# How slow is slow? The adiabatic assumption in Brouwer's pumping formula

Brouwer's formula (1998) gives the charge delivered into lead $m$ per cycle at zero bias, when two parameters run counterclockwise around an area $A$ of the $(X_1,X_2)$ plane:

$$Q=\frac{e}{\pi}\int_A dX_1dX_2\,\Pi,\qquad \Pi=\sum_{a\in m,\,b}\mathrm{Im}\left[(\partial_1S_{ab})^*\,\partial_2S_{ab}\right].$$

Electrons carry $-e$, $e>0$, and channels include spin. Only the frozen matrix $S(E;X)$ appears: the dot is assumed to stand still while an electron is inside. Today I drop that assumption. I keep weak drive, coherent independent electrons and an energy-independent coupling $W$ to the leads.

## Where it enters

Write $H=H_0+X_1V_1+X_2V_2$, $G(E)=(E-H_0+i\pi WW^\dagger)^{-1}$ and $S=1-2\pi iW^\dagger GW$. Drive with $X_1=\delta_1\cos\omega t$, $X_2=\delta_2\cos(\omega t-\phi)$. That is $X_j=x_je^{-i\omega t}+\text{c.c.}$ with $x_1=\delta_1/2$, $x_2=\delta_2e^{i\phi}/2$.

To first order in the drive an electron can absorb or emit one quantum. Between $E_\pm=\epsilon\pm\hbar\omega/2$ the amplitudes are

$$S_\uparrow=-2\pi i\sum_jx_jW^\dagger G(E_+)V_jG(E_-)W,\qquad S_\downarrow=-2\pi i\sum_jx_j^*W^\dagger G(E_-)V_jG(E_+)W .$$

With one Fermi function $f$ for all leads, unitarity of the Floquet scattering matrix weights each process by $f$(initial) $-\,f$(final), so elastic scattering drops out. The dc particle current is $h^{-1}$ times an energy integral. Multiplying by the period $2\pi/\omega$ and by $-e$,

$$Q=-\frac{e}{\hbar\omega}\int d\epsilon\,[f(E_-)-f(E_+)]\;\mathrm{tr}\,P_m\left(S_\uparrow S_\uparrow^\dagger-S_\downarrow S_\downarrow^\dagger\right),$$

where $P_m$ projects on lead $m$. This holds at any frequency.

The adiabatic step is to set $E_+=E_-$ inside the two Green functions. Each amplitude then contains $D_j=-2\pi iW^\dagger GV_jGW=\partial_jS$, and the trace becomes $-\delta_1\delta_2\sin\phi\,\Pi$. The bracket is $\hbar\omega(-f')$. So $Q_0=e\,\delta_1\delta_2\sin\phi\,\langle\Pi\rangle$, with $\langle\cdot\rangle=\int d\epsilon\,(-f')\,(\cdot)$. This is Brouwer's formula at finite temperature for the ellipse area $\pi\delta_1\delta_2\sin\phi$, and $I=\omega Q_0/2\pi\propto\omega\,\delta_1\delta_2\sin\phi$.

## The first correction

Keep one more order, using $\partial_EG=-G^2$:

$$S_\uparrow=\sum_jx_j\left(D_j+\tfrac{\hbar\omega}{2}N_j\right),\quad S_\downarrow=\sum_jx_j^*\left(D_j-\tfrac{\hbar\omega}{2}N_j\right),\quad N_j=2\pi i\,W^\dagger G\,[G,V_j]\,GW .$$

$N_j$ enters with opposite signs, so the cross terms add in the difference and carry $x_jx_k^*+x_j^*x_k$. With $R_{jk}=\mathrm{Re}\,\mathrm{tr}\,P_mN_jD_k^\dagger$ they sum to $2\hbar\omega\sum_{jk}\mathrm{Re}(x_jx_k^*)R_{jk}$, so

$$Q_1=-\frac{e\hbar\omega}{2}\left\langle\delta_1^2R_{11}+\delta_2^2R_{22}+\delta_1\delta_2\cos\phi\,(R_{12}+R_{21})\right\rangle .$$

The correction is even in $\phi$, gives a current $\propto\omega^2$, and survives with one gate alone. It is not an enclosed area.

**Question: Doesn't the Fermi bracket correct at the same order?**

No. It is odd in $\omega$ about the midpoint $\epsilon$, so its next term is of relative order $\omega^2$. The expansion needs $\hbar\omega$ small against the energy scale on which $G$ varies. It does not need $\hbar\omega\ll k_BT$.

**Question: Can I get $N_j$ from the frozen $S$?**

Not in general. The mixed derivative $\partial_E\partial_jS$ contains the anticommutator of $G$ and $V_j$, while $N_j$ contains the commutator. It vanishes for a single level.

## A solvable case

Take two sites at zero energy with hopping $t$. Each is coupled to its own lead with width $\Gamma$ and shifted by its own gate, $V_j=|j\rangle\langle j|$. With $z=\epsilon+i\Gamma/2$ and $d=z^2-t^2$, one has $G_{11}=G_{22}=z/d$ and $G_{12}=t/d$. Row 1 of $D_1$ is $-i\Gamma(z^2,\,zt)/d^2$, row 1 of $D_2$ is $-i\Gamma(t^2,\,zt)/d^2$, and row 1 of $N_1=-N_2$ is $-i\Gamma(0,\,t)/d^2$. For lead 1,

$$\Pi=-\frac{\Gamma^3t^2\epsilon}{|d|^4},\qquad R_{11}=R_{12}=-R_{21}=-R_{22}=-\frac{\Pi}{\Gamma}.$$

The lifetime on either site is $\tau=\hbar/\Gamma$, and

$$Q=e\langle\Pi\rangle\left[\delta_1\delta_2\sin\phi+\frac{\omega\tau}{2}\left(\delta_1^2-\delta_2^2\right)\right].$$

The small parameter is $\omega\tau$. Equal amplitudes cancel the correction only through this model's mirror symmetry.

## The GaAs dot at 10 MHz

Use the compiled mass $m^*=0.067\,m_e$ (Vurgaftman 2001). As typical, assumed inputs take a dot area $\mathcal A=0.5\ \mu\mathrm{m}^2$ and $N=4$ open orbital channels, two per contact. The spacing of spin-degenerate levels is $\Delta=2\pi\hbar^2/m^*\mathcal A=14.3\ \mu$eV. The mean dwell time of a chaotic dot with ideal contacts is $\tau_d=h/N\Delta=72$ ps, so $\hbar/\tau_d=9.1\ \mu$eV. The drive quantum is $\hbar\omega=41$ neV, which gives

$$\omega\tau_d=4.5\times10^{-3}.$$

Put $\tau=\tau_d$ and $\delta_1=2\delta_2$ in the two-site result. The offset is $0.75\,\omega\tau_d=3.4\times10^{-3}$ of the adiabatic maximum, and the zero of $Q(\phi)$ moves by $0.2^\circ$. One electron per cycle is $1.6$ pA. Even scaled to that current, which already exceeds weak drive, the offset is about $5$ fA. The expansion fails near $\omega\tau_d=1$, at $2.2$ GHz. These are the model's numbers.

**Question: A chaotic dot is not two sites. What carries over?**

The formula for $Q_1$ holds for any $H_0$. The scale carries over too: $N_j$ is an energy derivative taken on one Green function at a time, and $S$ decorrelates over $\hbar/\tau_d$. The coefficient does not carry over. $\Pi$ and $R_{jk}$ fluctuate in size and sign with dot shape, so expect a few parts in a thousand, with a prefactor of order one that I have not derived. At a shape where $\langle\Pi\rangle$ crosses zero, $Q_1$ is the leading term.

**Question: So a clean $\omega\sin\phi$ signal proves pumping?**

No, because other neglected effects are larger. A typical sub-kelvin dephasing time of $0.3$ ns gives $\tau_d/\tau_\varphi\approx0.2$, far above $\omega\tau_d$. Rectification, analysed by Brouwer in 2001, is worse. Gate 1, with voltage amplitude $\delta U_1$, drives a displacement current through its stray capacitance $C$ to a reservoir. A share of that current passes through the dot, and gate 2 modulates the share by $\delta\eta\cos(\omega t-\phi)$. One period transfers a charge of magnitude $\pi C\,\delta U_1\,\delta\eta\,|\sin\phi|$, with the same frequency and phase law as $Q_0$. Illustrative values $C=1$ fF, $\delta U_1=10$ mV and $\delta\eta=0.05$ give about $10$ electrons per cycle at $\phi=\pi/2$, more than a weak quantum pump delivers. At 10 MHz the frozen-scatterer step is safe to a few parts in a thousand, and the zero-bias assumption is the one to examine.